Cell 5 looks wrong. From cell 3 to cell 4 the formation energy of this metal rises by 9 meV/atom over 0.27 Å³/atom, but the next 10 meV/atom take only 0.16 Å³/atom. Read literally, the stretched crystal suddenly becomes much stiffer.

TiOs (space group Pm-3m) computed with Ansatz 0.2.0: r2SCAN, plane waves with a 500 eV cutoff, generated PAW datasets, scalar-relativistic, no spin polarization. The cells are unrelaxed single points, with cold smearing on the 8x8x8 meshes and Fermi-Dirac smearing on the 11x11x11 meshes. Energies are extrapolated to zero smearing; pressure is positive in compression.

```
cell  volume (Å³/atom)  shortest distance at Ti (Å)  pressure (GPa)    k-mesh  formation energy (eV/atom)
   1             14.31                        2.649             5.6     8x8x8                      -0.808
   2             14.54                        2.663             1.4  11x11x11                      -0.812
   3             14.83                        2.681            -3.7  11x11x11                      -0.809
   4             15.10                        2.697            -8.1     8x8x8                      -0.800
   5             15.26                        2.706           -10.3  11x11x11                      -0.790
```

A crystal pulled apart should do the opposite. Its bonds weaken as the atoms separate, so each further bit of volume costs less extra tension. The pressures behave in this way. The bulk modulus, the resistance to a change of volume, falls from 260 GPa for cells 1 to 3 to 232 GPa for cells 3 to 5. The formation energies of those last three cells give 328 GPa.

Energy and pressure describe the same well, so one can be used to audit the other. The energy gained on expansion is minus the work done by the pressure,

$$\Delta E \approx -\bar p\,\Delta V,$$

where $\bar p$ is the mean pressure of two neighbouring cells and $\Delta V$ the volume step. Energies before rounding are used here, extrapolated to zero smearing as in the table.

The audit clears cell 5 and points to cell 4. The step up to cell 4 is about 1.1 meV/atom smaller than the pressures predict, and the step away from it is 0.7 meV/atom larger, as if cell 4 lay too low. Cell 1 lies too low in the same way. These two cells share the 8x8x8 mesh, whereas the step from cell 2 to cell 3, both on the finer mesh, agrees with the prediction to 0.4 meV/atom.

The likely reason is the Fermi surface. In a metal, bands are filled only up to a sharp boundary in the space of electron waves, and a finite mesh of points samples that boundary imperfectly. The resulting energy error depends on the mesh, and is expected to change only slowly as the cell swells by a few per cent. The type of smearing changes together with the mesh here, so blaming the mesh is an argument from theory, not a separate test.

A slowly changing error does little harm to a slope, which is why each pressure, calculated within one setting, remains useful. It does great harm to a curvature taken across settings. If the middle of three cells is too low by $\delta$, the energy slope before it drops by $\delta/h_1$ and the slope after it rises by $\delta/h_2$, where $h_1$ and $h_2$ are the two volume steps. Dividing this change of slope by the distance between the midpoints, $(h_1+h_2)/2$, and multiplying by the middle volume $V$ gives the false stiffness

$$\Delta B=\frac{2V\delta}{h_1h_2}.$$

For cells 3 to 5 the unrounded energies give 326 GPa, an excess of $326-232=94$ GPa over the pressures. With 1 eV/Å³ equal to about 160 GPa, the offset needed is

$$\delta=\frac{94}{160}\times\frac{0.27\times0.16}{2\times15.10}\ \text{eV}\approx0.8\ \text{meV/atom}.$$

So an error of less than a thousandth of an electronvolt per atom is enough to turn softening into apparent stiffening.

A fit to all five cells, cell 4 included, compares the energies with the accumulated pressure work and allows one common shift for the 8x8x8 cells. It places them 1.4 ± 0.5 meV/atom too low, which is compatible with the estimate. The size remains rough, because only two cells carry the shift and the pressures have small mesh errors of their own.

Keeping to one mesh removes most of the trouble, helped here by wider volume steps. Cells 2, 3 and 5 alone give 229 GPa from their extrapolated energies, 5% below the 241 GPa from the pressures of cells 2 and 5.

Even on one mesh, the choice of energy matters. Fermi-Dirac smearing, used for all three of these cells, adds electronic entropy and lowers the free energy per atom by about $(\pi^2/12)Nw^2$, where $N$ is the density of states at the Fermi level per two-atom cell and $w$ the smearing width. For cell 2 this predicts 2.9 meV/atom, against 3.4 computed. Cells 2 and 5 are broadly smeared and cell 3 is not, so the two outer points sink relative to the middle one, and the free energies give only 118 GPa.

Agreement in one place is no safeguard either. For cells 1 to 3 the rounded formation energies give 249 GPa, close to the pressures, but the unrounded ones give 202 GPa. The position of the minimum is far more forgiving: a parabola through these three unrounded energies puts it at 14.59 Å³/atom, and the pressure vanishes at 14.62.

For this compound the pressures are therefore the better source of stiffness, with about 257 GPa near rest. In a wide-gap insulator, which has no Fermi surface, the same mixture of meshes would do much less damage. In a softer metal the same offset would be a larger share of the modulus, and doubling the volume steps would cut its effect to a quarter. The output below lists the comparison step by step.

Output of the analysis:

```
Lowering of the free energy by smearing in meV/atom:
  row  computed  Sommerfeld estimate
    1         0                    0
    2      3.35                2.879
    3      0.45               0.2806
    4         0                    0
    5       3.4                2.854
Energy step from the row above in meV/atom:
  row  from pressure  formation energy  extrapolated energy  free energy  miss of extrapolated  miss of free
    2         -5.024                -4                 -3.2        -6.55                 1.824        -1.526
    3          2.082                 3                  2.5          5.4                0.4185         3.318
    4          9.943                 9                  8.8         9.25                -1.143       -0.6927
    5          9.188                10                 9.85         6.45                0.6625        -2.738
fit of off on 5 rows: constant -16.01 +/- 0.29, coefficient of coarse -1.393 +/- 0.45; rms 0.385, worst 1 0.55, leave-one-out rms 0.739
Bulk modulus in GPa from this row and the two above:
  row  from pressure  formation energy  extrapolated energy  free energy
    3            260             248.5                201.9          422
    4          251.6             195.1                203.4        132.7
    5          231.8             328.2                  326        68.11
Bulk modulus from extrapolated energies of the 11x11x11 rows only (GPa): 229.4
Bulk modulus from free energies of the 11x11x11 rows only (GPa): 118.1
Bulk modulus from pressures of cells 2 and 5 (GPa): 241
Volume of zero pressure (Å³/atom): 14.62
Bulk modulus near rest from pressures of cells 2 and 3 (GPa): 257.1
Volume of lowest extrapolated energy by a parabola through cells 1 to 3 (Å³/atom): 14.59
Volume of lowest free energy by a parabola through cells 1 to 3 (Å³/atom): 14.58
```
